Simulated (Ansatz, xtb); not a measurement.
# Two isomers of C2H5ClFSi

Structure I: `CC[Si](F)Cl`, a doublet. Structure II: `[CH2][Si@](C)(F)Cl`, a doublet. Both are isolated molecules in the gas phase, relaxed with PBE0-D3(BJ)/def2-SVP; the shapes shown needn't be the lowest conformers.

I (Å):

| atom | x (Å) | y (Å) | z (Å) |
| --- | --- | --- | --- |
| C | -0.7887 | -1.4695 | -0.7458 |
| C | 0.7050 | -1.6636 | -0.5141 |
| Cl | 3.2863 | -1.6888 | 1.4084 |
| F | 0.4490 | -2.0700 | 2.2785 |
| Si | 1.2887 | -1.1744 | 1.2061 |
| H | -1.3835 | -2.0236 | -0.0040 |
| H | -1.0843 | -1.8270 | -1.7439 |
| H | -1.0769 | -0.4091 | -0.6766 |
| H | 0.9957 | -2.7252 | -0.6182 |
| H | 1.3119 | -1.1023 | -1.2438 |

II (Å):

```yaml
atoms:
  - { symbol: C, position_ang: [-3.5262, -1.3541, -1.0046] }
  - { symbol: C, position_ang: [-0.6001, -0.3393, -1.1519] }
  - { symbol: Cl, position_ang: [-2.2343, 0.0041, 1.5732] }
  - { symbol: F, position_ang: [-1.4232, -2.5804, 0.3863] }
  - { symbol: Si, position_ang: [-1.9296, -1.1272, -0.1340] }
  - { symbol: H, position_ang: [-3.8681, -0.6785, -1.7958] }
  - { symbol: H, position_ang: [-4.2384, -2.1345, -0.7158] }
  - { symbol: H, position_ang: [-0.9155, 0.6587, -1.4927] }
  - { symbol: H, position_ang: [0.3203, -0.2247, -0.5603] }
  - { symbol: H, position_ang: [-0.3743, -0.9549, -2.0362] }
```

Energies in hartree; the thermal terms are from PBE0-D3(BJ)/def2-SVP harmonic frequencies (ideal gas, rigid rotor, one conformer each, 298.15 K, 1 atm) and include the zero-point energy:

|  | I | II |
| --- | --- | --- |
| E, CCSD(T)/def2-SVP | −926.972928 | −926.978005 |
| E, MP2/def2-SVP | −926.906338 | −926.909633 |
| E, MP2/def2-TZVPP | −927.594441 | −927.601585 |
| zero-point energy | 0.070002 | 0.064998 |
| H(298 K) − E | 0.077912 | 0.073739 |
| G(298 K) − E | 0.037348 | 0.032057 |

Q: Correct the CCSD(T) difference for the basis set by the MP2 change, then work out ΔE, ΔE₀, ΔH and ΔG for I → II in kJ/mol (1 Eh = 2625.50 kJ/mol) and the equilibrium ratio [II]/[I].

A: 1. Differences II − I: CCSD(T) −0.005077, MP2 in the small set −0.003295, MP2 in the large set −0.007144 Eh.
2. ΔE = −0.005077 + (−0.007144 − (−0.003295)) = −0.008926 Eh = −23.44 kJ/mol.
3. ΔE₀ = ΔE + ΔZPE = −0.008926 + (−0.005004) Eh = −36.57 kJ/mol.
4. ΔH = ΔE + (−0.004173) Eh = −34.39 kJ/mol.
5. ΔG = ΔE + (−0.005291) Eh = −37.33 kJ/mol, so ΔS = (ΔH − ΔG)/T = +9.8 J/(mol K).
6. kT = 0.9442 mEh, so K = [II]/[I] = exp(−ΔG/kT) = exp(+15.06) ≈ 3.5 × 10^6.

Structure II is favoured at this temperature. An error of 4 kJ/mol in ΔG would change K by a factor of 5. GFN2-xTB gave ΔE the other sign. Mirror images and further conformers aren't counted.

As drawn, II has 1 C–Si in place of 1 C–C.

Other levels gave ΔE = +74.0 (GFN2-xTB); −19.2 (HF/STO-3G, GFN2-xTB geometries); −19.1 (r2SCAN-D4/def2-SVP, GFN2-xTB geometries); −10.0 (PBE0-D3(BJ)/def2-SVP); −48.5 (HF/def2-SVP); −8.7 (MP2/def2-SVP); −13.3 (CCSD(T)/def2-SVP) kJ/mol. Open shells are spin-unrestricted. The correlated steps freeze 13 core orbitals. Programs: Ansatz 0.2.0, xtb 6.7.1.

The carbon-centred radical II lies below the silyl radical I, with ΔG = −37.33 kJ/mol. Moving the unpaired electron from silicon to carbon lets silicon form a fourth bond, so a polar Si–C bond replaces a C–C bond. Fluorine and chlorine probably strengthen that bond by making silicon more positive. The geometries fit this picture: the radical silicon in I is strongly pyramidal, its unpaired electron in an orbital with considerable s character, whereas the CH2 centre in II is nearly planar and its electron occupies an essentially p-type orbital.

Vibration adds substantially to the electronic preference, probably because the Si–C framework and the out-of-plane motion of the radical CH2 group are softer than the corresponding modes of the ethyl group. Entropy contributes little. Hartree–Fock exaggerates the preference for II relative to CCSD(T) in the same basis, so correlation favours I without reversing the order. The equilibrium ratio says nothing about how quickly the radicals interconvert, since that depends on the rearrangement barrier.
